A calculation of K-shell energies for many charge states of neodymium has to decide whether the QED correction to the 1s level must be recomputed for each ion. In these Dirac–Hartree–Fock results one value nearly serves. Self-energy plus vacuum polarisation is 60.94 to 60.95 eV from Nd+ to Nd41+ and reaches only 61.38 eV at Nd58+, while the eigenvalue ε(1s1/2) deepens by 6653 eV, or 15.2 % of its Nd+ value.

Nd ions, B-spline radial atomic code, version 1: Dirac-Coulomb Hartree-Fock averaged over the configuration, Fermi nucleus, basis-set limit. The QED terms are first-order shifts of ε(1s1/2), not included in it; positive means less bound. The bare-nucleus radiative potential (Flambaum-Ginges, Uehling, Wichmann-Kroll) has its 1s self-energy fixed to hydrogenic values.

| species | Z | charge (e) | electrons | configuration | ε(1s1/2) (eV) | self-energy (eV) | vacuum polarisation (eV) | self-energy / vac. pol. | QED / |ε| (ppm) |
| --- | --- | --- | --- | --- | --- | --- | --- | --- | --- |
| Nd+ | 60 | 1 | 59 | [Xe] 4f4 6s1 | -43827.6 | 72.00 | -11.05 | -6.51 | 1390 |
| Nd4+ | 60 | 4 | 56 | [Xe] 4f2 | -43872.9 | 71.99 | -11.05 | -6.51 | 1390 |
| Nd7+ | 60 | 7 | 53 | [Kr] 4d10 4f2 5s2 5p3 | -43926.0 | 72.00 | -11.05 | -6.51 | 1390 |
| Nd10+ | 60 | 10 | 50 | [Kr] 4d10 4f2 5s2 | -43986.8 | 72.00 | -11.05 | -6.51 | 1390 |
| Nd13+ | 60 | 13 | 47 | [Kr] 4d10 5s1 | -44072.8 | 72.00 | -11.05 | -6.51 | 1380 |
| Nd16+ | 60 | 16 | 44 | [Kr] 4d8 | -44181.8 | 72.00 | -11.05 | -6.51 | 1380 |
| Nd18+ | 60 | 18 | 42 | [Kr] 4d6 | -44270.4 | 71.99 | -11.05 | -6.51 | 1380 |
| Nd21+ | 60 | 21 | 39 | [Kr] 4d3 | -44412.5 | 71.99 | -11.05 | -6.51 | 1370 |
| Nd24+ | 60 | 24 | 36 | [Ar] 3d10 4s2 4p6 | -44565.7 | 71.99 | -11.05 | -6.51 | 1370 |
| Nd27+ | 60 | 27 | 33 | [Ar] 3d10 4s2 4p3 | -44740.2 | 72.00 | -11.05 | -6.51 | 1360 |
| Nd30+ | 60 | 30 | 30 | [Ar] 3d10 4s2 | -44924.3 | 72.01 | -11.06 | -6.51 | 1360 |
| Nd33+ | 60 | 33 | 27 | [Ar] 3d9 | -45169.2 | 72.01 | -11.06 | -6.51 | 1350 |
| Nd36+ | 60 | 36 | 24 | [Ar] 3d6 | -45537.7 | 72.00 | -11.06 | -6.51 | 1340 |
| Nd38+ | 60 | 38 | 22 | [Ar] 3d4 | -45795.3 | 72.00 | -11.05 | -6.51 | 1330 |
| Nd41+ | 60 | 41 | 19 | [Ar] 3d1 | -46199.6 | 72.00 | -11.05 | -6.51 | 1320 |
| Nd44+ | 60 | 44 | 16 | [Ne] 3s2 3p4 | -46631.5 | 72.02 | -11.06 | -6.51 | 1310 |
| Nd47+ | 60 | 47 | 13 | [Ne] 3s2 3p1 | -47084.2 | 72.06 | -11.06 | -6.51 | 1300 |
| Nd50+ | 60 | 50 | 10 | [He] 2s2 2p6 | -47536.4 | 72.09 | -11.07 | -6.51 | 1280 |
| Nd53+ | 60 | 53 | 7 | [He] 2s2 2p3 | -48641.7 | 72.27 | -11.10 | -6.51 | 1260 |
| Nd56+ | 60 | 56 | 4 | [He] 2s2 | -49788.5 | 72.46 | -11.13 | -6.51 | 1230 |
| Nd58+ | 60 | 58 | 2 | 1s2 | -50480.8 | 72.52 | -11.14 | -6.51 | 1220 |

Positive shifts loosen the binding. The opposite signs are standard QED: coupling to its own radiation field smears the electron out and weakens the pull near the nucleus, while virtual pairs make the nuclear attraction stronger at short range. Both act very close to the nucleus. The column QED / |ε|, their sum over the eigenvalue, falls from 1390 to 1220 ppm because its denominator grows: freezing the sum at its Nd+ value reproduces the column, printed to 10 ppm, within 7 ppm up to Nd56+ and 13 ppm at Nd58+.

The simpler system is a hydrogenic ion inside a hollow charged sphere of radius R. The potential inside is constant, 1/R in atomic units per electron charge, so it shifts every level and exerts no force. The orbital, and any first-order shift taken on it, is untouched. The same calculations show this: from Nd13+ to Nd47+ |ε| grows by 6.8 %, while self-energy, vacuum polarisation and the 1s density over the nucleus each grow by 0.09 %. Reading the deeper ε as a larger effective charge (55.5 at Nd+, 59.4 at Nd58+) fails. With γ = √(1 − (Zα)²) held at its value for Z = 60, the density would scale with the power 2γ + 1 = 2.80 and put Nd+ 17 % below Nd58+; the self-energy lies 0.72 % below.

In the sphere picture a step in ε equals the step in S, the sum of ⟨1/r⟩ over all electrons times one hartree·bohr, taken here from the Lamb shielding (proportional to α²S/3) of the same runs. Up to Nd30+ the two steps agree within 1.3 % of the step in S. The uneven jumps follow from the number and radius of the electrons removed: 15 eV per electron in the first step, 151 eV for the last n = 3 electrons, 368 eV for the first 2p.

The analogy ends where the outer electron enters the 1s region or exchanges with 1s. For hydrogenic orbitals the averaged interaction is a fraction f = [F⁰ − Gˡ/(2(2l+1))]/⟨1/r⟩ of the constant, with F⁰ and Gˡ the direct and exchange integrals with 1s. Nothing is fitted: f is 0.796 for 2s, 0.937 for 2p, 0.869 for 3s and 0.998 for 3d. This accounts for the last step, where each 2s electron is worth 346 eV against 382 eV for the preceding 2p although its ⟨1/r⟩ is not smaller. Summing occupation × computed ⟨1/r⟩ × f rebuilds ε − ε(Nd58+) within 0.4 % for Nd13+, Nd30+ and Nd47+, where a pure constant is 6.5 to 11.6 % too large.

Steps that remove only d electrons exceed the step in S by about 1 %. The argument is that the remaining s and p shells contract (⟨1/r⟩ of 2s rises from 15.65 to 15.93 bohr⁻¹ between Nd13+ and Nd47+), which S counts in full but ε only with f below one. In the last step f is too high, 0.796 against a computed ratio of 0.771. The contraction of 1s itself, which S contains, makes the step in S smaller and so can't be the cause; screening, which moves 2s outwards, would raise f. Relativity is the likely cause, since it pulls 2s in: half the step in S gives its ⟨1/r⟩ as about 16.5 bohr⁻¹, against 15 for a non-relativistic 2s at Z = 60.

The non-constant remainder also deforms 1s. First-order perturbation theory for a non-relativistic hydrogenic 1s state gives the relative change of the density at the nucleus as the average ⟨wV⟩, with w = 2(−1/(2r) + ln 2r + C + r − 5/2), C being Euler's constant, and with r in bohr/Z and V in Z² hartree. A constant V averages to zero, and one outer electron gives k/Z. For 2p the repulsion falls off outwards and exchange attracts where 2p overlaps 1s, so both draw density away: k = −0.0321 − 0.0269 = −0.0590. Removing three 2p electrons from Nd50+ should raise the self-energy by 3 × 0.0590/60 = 0.30 %; the table gives (72.27 − 72.09)/72.09 = 0.25 %. For 2s the direct part, −0.0630, is largely undone by exchange, +0.0409, so the pair gives 2 × 0.0221/60 = 0.07 % against 0.08 % in the table. For the n = 3 shells k is smaller, −0.0153 for 3p, −0.0069 for 3s and −0.0014 for 3d, so most of the rise (83 % in the table) comes after Nd50+. The plateau is flatter than the model with all shells allows: from Nd+ to Nd41+ the model predicts a rise of 0.14 %, or 0.10 eV, which the table doesn't show. The likely reason is contraction of the remaining shells, which fixed hydrogenic orbitals leave out: drawn inwards, they push more 1s density away from the nucleus. The small wiggles fit this. The self-energy rises from 71.99 to 72.01 eV as 4p empties (Nd24+ to Nd30+) and slips back to 72.00 eV as 3d empties. A 3d electron hardly disturbs 1s itself, but its loss lets the s and p shells contract.

With all shells the model puts Nd+ 0.98 % below Nd58+ instead of 0.72 %, probably in large part because it uses unscreened orbitals: ⟨1/r⟩ of 3s in Nd13+ is 5.69 bohr⁻¹, not 60/9 = 6.67. The L shell alone gives 0.66 %, partly by compensation, since it overshoots the 0.59 % of Nd50+ and omits the outer shells. At Zα = 0.44 a non-relativistic contact model deserves no better. Table and model together suggest that a neighbouring element would again show a nearly flat plateau, with a relative rise of roughly 0.4/Z as the L shell empties.

The ratio self-energy / vac. pol. stays −6.51 largely by construction, since both terms are bare-nucleus operators on nearly one orbital; for 2s in Nd13+ it is −7.06. Neither the ratio nor the flat plateau tests the screening of the radiative potential itself, which this operator leaves out. The size of the K-shell self-energy is fixed to hydrogenic values and tests nothing; the uncertainty of 10 to 30 % quoted for n > 2 comes from the data makers' tests on other systems, not from these runs, and doesn't concern 1s. No row includes electron correlation, and open-shell rows are configuration averages. Closed shells of the same l may also be rotated among themselves without changing the total energy, so eigenvalues and moments of single orbitals, 1s included, can jump by convention where a shell closes. The wiggles of 0.01 to 0.02 eV in the self-energy, only one or two units of the last printed digit, are therefore weak evidence for the contraction of the outer shells.

ε contains neither Breit nor QED shifts. The 1s Breit shift is about twice the net QED shift in Nd13+, Nd30+ and Nd47+ and falls by 3.3 % from the first to the last, being a two-electron term that loses partners. In Nd58+ only the 1s pair is left, and its Gaunt energy of 3.01 hartree makes the shift 82 eV. The Breit shift is therefore the one to recompute. For Nd58+ the ionisation energy with Breit, QED and recoil, but without correlation, lies 3.3 eV below the tabulated theoretical value, several times the 0.4 eV lost by freezing QED.
